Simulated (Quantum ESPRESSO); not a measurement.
# Net moment and magnetic energy of ferromagnetic FeGe (FeSi-type, P2_13) against cell volume, PBE

In FeGe each Fe atom is bonded to Ge and has other Fe atoms close by, so its 3d electrons are partly bonding and partly magnetic. The balance shifts with volume. This matters because FeGe is a chiral magnet, studied for skyrmion devices, whose order responds to pressure and to strain in films. We ask how the moment and the energy gained by magnetism change when the cell is scaled from 0.88 to 1.12 of its given volume. The net moment is counted per Fe. The magnetic energy gain is measured against a run without spin polarisation in the same cell, also per Fe. The real order is a long-period helix, nearly parallel between neighbours, for which the parallel state calculated here is a local stand-in.

## Computational details

One system, FeGe (FeSi-type, P2_13), 8 atom(s) a primitive cell, from cells typed from measured lattice constants. Quantum ESPRESSO 7.5, plane waves with GBRV 1.5 PBE pseudopotentials, cutoff 544 eV, Fermi-Dirac smearing of 0.05 eV, k meshes whose coarsest spacing along a reciprocal vector is 0.16 to 0.17 1/Å over all runs (2π included). Functional: PBE, no Hubbard U; collinear spins, no spin-orbit coupling. Atoms stay at fixed fractions of the cell and the mesh divisions are held. At each point the moments on Fe are started parallel and without spin polarisation. Runs that did not converge or carry a known fault are not listed. The same in all rows: metal or insulator in the run from the parallel start, judged by its smearing entropy or density of states at the Fermi energy (a gap under a few smearing widths counts as a metal): metal.

Notes on method and selection:

- Each state is what a run reaches from typed starting moments; the only magnetic order started is the parallel one, so the lowest found need not be the ground state. Spin-orbit coupling is left out of these energies, which are free energies at the smearing width. A magnetic atom is one that was given a starting moment.
- Site moments count the spin inside each program's own atomic sphere, so they depend somewhat on its radius and leave out the spin between the spheres.
- Quantum ESPRESSO sets the radius of an element's spheres to about 0.41 of its shortest distance to a neighbour, so it changes from cell to cell and the site moment with it.
- A measured moment is set beside the table only where the run ends ferromagnetic and the measured order is ferromagnetic too.
- Runs that did not converge, have known faults or may not be shown are not listed, and runs on Ansatz's PAW sets soft_1 and soft_2 are kept to separate tables.

Columns:

- volume: cell volume over that of the given cell, shape kept.
- moment (μB): largest site spin moment reached from the parallel start.
- magnetic distance (Å): shortest distance between magnetic atoms.
- net moment (μB): net spin moment of that run per magnetic atom.
- magnetic energy gain (meV): energy of the run without spin polarisation less that of the parallel start, per magnetic atom (positive: magnetism is favoured).
- energy (meV per atom): free energy of the run from the parallel start less that in the given cell, per atom of any kind (the energy–volume or strain-energy curve, whose curvature gives an elastic modulus).

Input lines of one member:

```
&SYSTEM
  ecutwfc = 40
  ecutrho = 280
  nbnd = 80
  occupations = 'smearing'
  smearing = 'fd'
  degauss = 0.00367493
  nspin = 2
  starting_magnetization(1) = 0.175
  starting_magnetization(2) = 0
/
&ELECTRONS
  conv_thr = 1.6d-08
  mixing_beta = 0.3
/
K_POINTS automatic
8 8 8 0 0 0
```

Command (options for logging and memory left out): `pw.x -in pw.in`

## Table of results

| member | volume | moment (μB) | magnetic distance (Å) | net moment (μB) | magnetic energy gain (meV) | energy (meV per atom) |
| --- | --- | --- | --- | --- | --- | --- |
| 0.88 | 0.88 | 1.04 | 2.761 | 0.968 | 11.1 | 79.2 |
| 0.91 | 0.91 | 1.09 | 2.792 | 1.006 | 26.4 | 33.6 |
| 0.94 | 0.94 | 1.13 | 2.822 | 1.032 | 41.7 | 7.3 |
| 0.97 | 0.97 | 1.18 | 2.852 | 1.061 | 57.0 | −2.9 |
| 1 | 1.00 | 1.25 | 2.881 | 1.120 | 73.0 | 0.0 |
| 1.03 | 1.03 | 1.37 | 2.910 | 1.217 | 91.0 | 13.0 |
| 1.06 | 1.06 | 1.56 | 2.938 | 1.388 | 113.1 | 33.5 |
| 1.09 | 1.09 | 1.72 | 2.965 | ? | ? | ? |
| 1.12 | 1.12 | 1.90 | 2.992 | 1.707 | 174.5 | 87.5 |

Cells marked ? are withheld until the estimate has been made.

Least-squares fits to the members shown, with x = volume; R² and errors in the fitted variable (y, or ln y where the fit is in ln y):

| y | members | fit | R² | rms residual | leave-one-out rms | the same for the mean of the others |
| --- | --- | --- | --- | --- | --- | --- |
| net moment (μB) | 8 | y = 12.731 − 26.177 x + 14.583 x² | 0.99 | 0.018 | 0.030 | 0.27 |
| magnetic energy gain (meV) | 8 | y = 823.38 − 2157.2 x + 1406.6 x² | 1.00 | 2.8 | 8.4 | 56 |

## The trend and its physics

Both quantities rise with volume in every row shown, but in different ways. From 0.88 to 0.97 the net moment grows slowly, by (1.061 − 0.968) / 0.09 = 1.03 μB per unit of relative volume. From 1.06 to 1.12 the slope is (1.707 − 1.388) / 0.06 = 5.3 μB, about five times as steep.

Expansion weakens the overlap of Fe 3d orbitals with each other and with Ge. If the d–d part of the band width falls as the inverse fifth power of distance, the stretch from 2.761 to 2.992 Å narrows it by roughly a third. Narrower bands make it cheaper to move electrons from minority to majority states, and exchange then sustains a larger moment. The slow rise near 1 μB may reflect a low density of states at the Fermi energy in one spin channel, which would make the moment stiff; densities of states by spin are not shown in the table.

The energy gain does not follow the square of the moment. Between 0.88 and 0.97 it grows by a factor of 57.0 / 11.1 = 5.1, while the moment grows by only a tenth. At 0.88 magnetism is thus only weakly favoured, although the moment is still 0.968 μB.

A gain that rises with volume also means that magnetism expands the crystal. There are two atoms per Fe, so half the gain per Fe, added to the tabulated energy per atom, gives the curve without spin polarisation: 41.7 / 2 + 7.3 = 28.15 meV per atom at 0.94, 57.0 / 2 − 2.9 = 25.6 at 0.97 and 73.0 / 2 = 36.5 at 1.00. Parabolas through these three volumes have their minima at roughly 0.96 without spin polarisation and roughly 0.98 with it, a magnetic expansion of nearly 2% in volume. The atoms are held at positions that suit the magnetic state better, so relaxation would probably reduce the gain, at least near the given cell.

## Estimating the withheld member

Plain estimates from the members shown:

- 1.09, fit at x = 1.09: 1.524 μB
- 1.09, straight-line interpolation between 1.06 and 1.12: w = (1.09 − 1.06) / (1.12 − 1.06) = 0.500, so 1.388 + 0.500 × (1.707 − 1.388) = 1.547 μB

The site moment at 1.09 is shown, 1.72 μB, and it follows the net moment closely. We therefore interpolate the ratio of net to site moment, which varies much less than either moment. It is below one partly because Ge carries a small opposite spin, and it changes slowly with volume.

The neighbouring ratios are 1.388 / 1.56 = 0.8897 at 1.06 and 1.707 / 1.90 = 0.8984 at 1.12. Their mean is (1.388 / 1.56 + 1.707 / 1.90) / 2 = 0.8941, which gives 0.8941 × 1.72 = 1.538 μB.

The same route, tried on the six shown members that have a shown neighbour on each side, misses by at most about 0.006 μB, with an rms of 0.004 μB. At 1.06, for instance, the ratios at 1.03 and 1.12, weighted two to one, give 1.56 × (2 × 1.217 / 1.37 + 1.707 / 1.90) / 3 = 1.391 μB against the tabulated 1.388 μB.

The quadratic fit, at 1.524 μB, deserves less trust: its leave-one-out error is 0.030 μB, and one parabola describes both the flat and the steep part of the curve poorly. The straight line in volume gives 1.547 μB. The small shift down from it has a source in the table, since the site moment at 1.09 lies 0.01 μB below the midpoint of its neighbours. We take an error of 0.005 μB, slightly above the rms miss because only six trials support it.

**Committed estimate, 1.09: net moment = 1.538 ± 0.005 μB.**

## Result

| member | volume | moment (μB) | magnetic distance (Å) | net moment (μB) | magnetic energy gain (meV) | energy (meV per atom) |
| --- | --- | --- | --- | --- | --- | --- |
| 1.09 | 1.09 | 1.72 | 2.965 | 1.534 | 141.2 | 58.6 |

| member | estimate | net moment (μB) | computed | estimate − computed | miss in error bars |
| --- | --- | --- | --- | --- | --- |
| 1.09 | committed | 1.538 | 1.534 | +0.004 | 0.8 |
| 1.09 | fit | 1.524 | 1.534 | −0.010 |  |
| 1.09 | interpolation | 1.547 | 1.534 | +0.013 |  |

The estimate of 1.538 μB lies 0.004 μB above the computed 1.534 μB, inside its error bar of 0.005 μB. It did better than the quadratic fit, which is 0.010 μB too low, and the straight line in volume, which is 0.013 μB too high.

The argument that held is that the ratio of net to site moment varies smoothly with volume. The shift down from the straight line had the right sign but was too small, 0.009 μB where 0.013 μB was needed. The remaining miss is no larger than the rounding of the site moment allows, since 0.005 μB on that moment becomes 0.89 × 0.005 = 0.004 μB on the net moment.

This success says little about why the moment grows, because the site moment came from the same run. The new row itself says more. From 1.03 to 1.12 the three successive steps in net moment are 1.388 − 1.217 = 0.171 μB, 1.534 − 1.388 = 0.146 μB and 1.707 − 1.534 = 0.173 μB, so the steep growth continues to the largest cell with no sign of levelling off. That agrees with band narrowing on expansion, but does not test our conjecture about the stiff moment in the compressed cells.

## Departures from the trend

Least-squares fits to the whole series, with x = volume; R² and errors in the fitted variable (y, or ln y where the fit is in ln y):

| y | members | fit | R² | rms residual | leave-one-out rms | the same for the mean of the others |
| --- | --- | --- | --- | --- | --- | --- |
| net moment (μB) | 9 | y = 12.797 − 26.322 x + 14.663 x² | 1.00 | 0.017 | 0.029 | 0.28 |
| magnetic energy gain (meV) | 9 | y = 809.6 − 2127 x + 1390 x² | 1.00 | 2.7 | 5.4 | 58 |

Largest departures from the fit to the whole series:

| member | net moment (μB) | fit | computed − fit | in rms residuals |
| --- | --- | --- | --- | --- |
| 1.03 | 1.217 | 1.241 | −0.024 | 1.5 |
| 0.94 | 1.032 | 1.011 | +0.021 | 1.3 |
| 0.88 | 0.968 | 0.989 | −0.021 | 1.2 |
| 0.91 | 1.006 | 0.986 | +0.020 | 1.2 |

None stands out: the largest departure, −0.024 μB at 1.03, is only 1.5 rms residuals. The departures come from the shape of the fit, since a parabola cannot follow a slow rise that turns into a steep one, and this one has its minimum at 26.322 / (2 × 14.663) = 0.898. It therefore turns upward towards 0.88, where the computed moment is still falling, and lies 0.021 μB too high there.

## Rules of thumb and their limits

Between 0.88 and 1.12 of the given volume, the net moment and the magnetic energy gain rise at every step. Straight-line interpolation between neighbours 0.03 away on each side, tried on the seven inner members, misses the net moment by 0.018 μB rms. The quadratic fit has a leave-one-out error of 0.029 μB, against 0.28 μB for the mean of the others.

For use with strain, stretching all three axes by 1% gives a volume of about 1.03. The net moment then rises by 1.217 − 1.120 = 0.097 μB per Fe, and the energy gain by 91.0 − 73.0 = 18.0 meV per Fe. Compressing all three axes by 1%, to a volume of about 0.97, lowers them by 1.120 − 1.061 = 0.059 μB and 73.0 − 57.0 = 16.0 meV per Fe.

The main omission is spin fluctuations, which lower the ordered moment. In experiment, sufficient pressure destroys the long-range order of FeGe, whereas PBE keeps nearly 1 μB per Fe at 0.88. In strongly compressed cells the error in the ordered moment could thus reach roughly 1 μB, more than the whole span of the net moment in the table, 1.707 − 0.968 = 0.739 μB.

[Logs are printed without paths, hosts, clocks, repeated set-up lines and the standing remarks that a program may print on its own settings, such as how far it seeks lower states.]
